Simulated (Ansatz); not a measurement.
## A series in volume scale on LiCd

All results are calculated (Ansatz 0.2.0). Free energy against uniform scaling of the volume at fixed shape and fractions; periodic cell, basis, potentials, k mesh and filling as listed.

The cell before it is scaled or strained (space group Fd-3m, No. 227):
```
cell vectors (Å)
   0.0000     3.3324     3.3324
   3.3324     0.0000     3.3324
   3.3324     3.3324     0.0000
atoms (fractions of the cell vectors)
Li  0.25000  0.25000  0.25000
Li  0.00000  0.00000  0.00000
Cd  0.75000  0.75000  0.75000
Cd  0.50000  0.50000  0.50000
```

Settings of every row: functional r2SCAN; dispersion none; potentials PAW; wave cutoff 517.02 eV; density cutoff 2068.1 eV; k mesh 6x6x6; k shift 0x0x0; occupations fermi dirac; smearing width 0.1 eV; spin none.

Limits: coarse k mesh, up to 40 meV an atom off; the cell comes from a prototype or a list of computed structures and needn't be the stable phase.

```csv
row,volume scale,V (Å³/atom),pressure (GPa),energy above lowest point (meV/atom)
1,0.94,17.393,3.08,10.8
2,0.96,17.763,2.01,5
3,0.98,18.133,1.06,1.5
4,1,18.503,?,?
5,1.02,18.873,-0.54,0.4
6,1.04,19.243,-1.22,2.5
7,1.06,19.613,-1.82,6
```

Question: what pressure should row 4 give?

Worked fit of pressure. Take u = (V_r/V)^(2/3) − 1 with V_r = 18.503 Å³ an atom, which is twice the finite (Eulerian) strain; such expansions in the strain, on which the Birch-Murnaghan equation of state is built, carry the rest volume and the bulk modulus. The shown rows have u = 0.04211, 0.02758, 0.01356, -0.01311, -0.0258, -0.0381. Least squares give pressure = 0.213 + 59.96 × u + 182.2 × u² + 249 × u³ GPa; a parabola predicts inner rows, each left out in turn, worse (root mean square 0.0068 against 0.004 GPa). All shown rows lie on it to the printed digit. The pressure vanishes at u = -0.0036, or V = 18.6 Å³ an atom, and there the bulk modulus at fixed shape and fractions is B = −V dP/dV = (2/3)(1 + u) dP/du = 39 GPa. The withheld row has u = 0, so the fit gives 0.213 + 59.96 × (0) + 182.2 × (0)² + 249 × (0)³ = 0.21 GPa.

The calculation gave 0.21 GPa. The fit meets it to the printed digit.

The other values of row 4: energy above lowest point 0 meV/atom.
